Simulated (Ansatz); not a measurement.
## V₈N: a fit and a missing row

V₈N, P4_2/mnm, a = 8.671 Å, c = 2.963 Å. The structure is a Materials Project entry; whether it is the stable form wasn't checked. Ansatz: r2SCAN, PAW, 500 eV, Γ-centred 4×4×12 mesh on 18 atoms, Gaussian smearing 0.10 eV; no spin polarisation. Shape and atoms are relaxed at each volume; pressure is positive in compression.

```tsv
V (Å³/atom)	P (GPa)
10.893	35.32
11.264	24.44
11.635	15.04
12.007	6.96
12.378	0.00
12.749	?
13.121	-11.11
13.616	-16.84
```

**Question.** Take V0 = 12.378 Å³/atom, fit the third-order Birch–Murnaghan form to the other rows, and predict the missing pressure.

**Answer.** With the Eulerian strain f = ½[(V0/V)^(2/3) − 1] and y = P/[3f(1 + 2f)^(5/2)], the form is the line y = B0 + 1.5 B0 (B0′ − 4) f. Rows (f, y): 0.04447, 214.0; 0.03245, 214.5; 0.02107, 214.6; 0.01025, 215.1; -0.01906, 214.1; -0.03079, 213.7. Means f = 0.009732, y = 214.33; Σ(Δf)² = 0.004323, ΣΔfΔy = 0.02801; the slope is their ratio. y = 214.3 + 6.480 f GPa, so B0 = 214.3 GPa and B0′ = 4 + 2 × (6.480)/(3 × 214.3) = 4.02. At V = 12.749, f = -0.00975, y = 214.24 and P = -5.97 GPa. The run gave -5.98 GPa, so the fit is 0.01 GPa too high, within the rms miss on the fitted rows (0.05 GPa).

Cost: 8 runs of about 83 core-minutes in all, on Oxide Virtual Turin-like Processor (Zen 5) (shared hosts).

With a bulk modulus of 214.3 GPa, V₈N lies between soft elemental vanadium and the much stiffer mononitride, as expected for a metal-rich nitride. Most of the resistance to compression probably comes from the partly filled vanadium d band, whose occupied states are largely bonding, with directional N p–V d bonds adding to it around the few nitrogen atoms. Pressure rises ever more steeply as the volume shrinks because overlap repulsion and the kinetic energy of the confined electrons grow faster than the d bonding gains.

A B0′ of 4.02 means that the third-order term almost vanishes, so a second-order form would serve nearly as well. The reduced pressures y don't follow a clear line, however: they peak at small positive strain and fall off on both sides. This suggests a weak higher-order term, although y also magnifies small pressure errors near V0. The fit therefore supports interpolation and the value of B0 better than it does the small departure of B0′ from 4. Hydrostatic stiffness alone says nothing about resistance to shear, and so little about hardness.
